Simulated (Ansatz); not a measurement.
## The atomisation energy (no zero-point term) down a group: O to Se

Gas-phase molecules, one atom swapped for its congeners: GeH(CH3)(OH)F; GeH(CH3)(SH)F; GeH(CH3)(SeH)F. All are singlets with charge 0.

Shapes, held fixed at every level: PBE0-D4/def2-TZVP. Flexible molecules stand in one conformer, not always the lowest. Programs: Ansatz 0.2.0. Values in eV.

```
             level  GeH(CH3)(OH)F  GeH(CH3)(SeH)F
       HF/def2-SVP          24.00           22.24
  SPW92/def2-TZVPP          38.15           35.00
      MP2/def2-SVP          31.87           29.03
    MP2/def2-TZVPP          33.37           30.42
  CCSD(T)/def2-SVP          31.34           28.77
   CCSD/def2-TZVPP          32.31           29.66
CCSD(T)/def2-TZVPP          32.78           30.11
```

Task: Estimate the column for GeH(CH3)(SH)F from its neighbours.

Result: The mean of the neighbours at CCSD(T)/def2-TZVPP is 31.45 eV, against 30.76 from the run: the member lies nearer Se. All rows: HF/def2-SVP 22.84; SPW92/def2-TZVPP 35.72; MP2/def2-SVP 29.66; MP2/def2-TZVPP 31.12; CCSD(T)/def2-SVP 29.39; CCSD/def2-TZVPP 30.31; CCSD(T)/def2-TZVPP 30.76 eV. At CCSD(T)/def2-TZVPP the atomisation energy falls at every step, from 32.78 to 30.11 eV. Every level shows the same order. Relativity is left out for Ge, Se. Outer-core shells of Ge, Se are correlated in most correlated rows, in sets that cover them unevenly. Spin-orbit coupling, which grows down the group, is left out (summed over each molecule's free atoms 0.15, 0.16, 0.26 eV). Coupled cluster in double- or triple-zeta sets underbinds by a few per cent against its basis-set limit. CCSD also lacks the triples, which bind further.

Replacing O by S costs much more atomisation energy than replacing S by Se, at every level, so the mean of the neighbours overestimates the sulfur member. The rest of the molecule is unchanged, so the trend chiefly reflects the Ge–X and X–H bonds. Oxygen binds through a compact 2p shell with no radial node and is by far the most electronegative of the three, which gives a strong O–H bond and a short, highly polar Ge–O bond. Sulfur and selenium use larger, more diffuse p orbitals and resemble each other closely, partly because the filled 3d shell of Se screens its nuclear charge poorly and limits the growth in size.

In def2-SVP, going from HF to CCSD(T) widens the O–S step markedly but barely changes the S–Se step, probably because correlation contributes more to binding in the compact, electron-rich bonds of oxygen. The order is thus already present at mean-field level. The totals alone can't show how the loss divides between Ge–X and X–H.
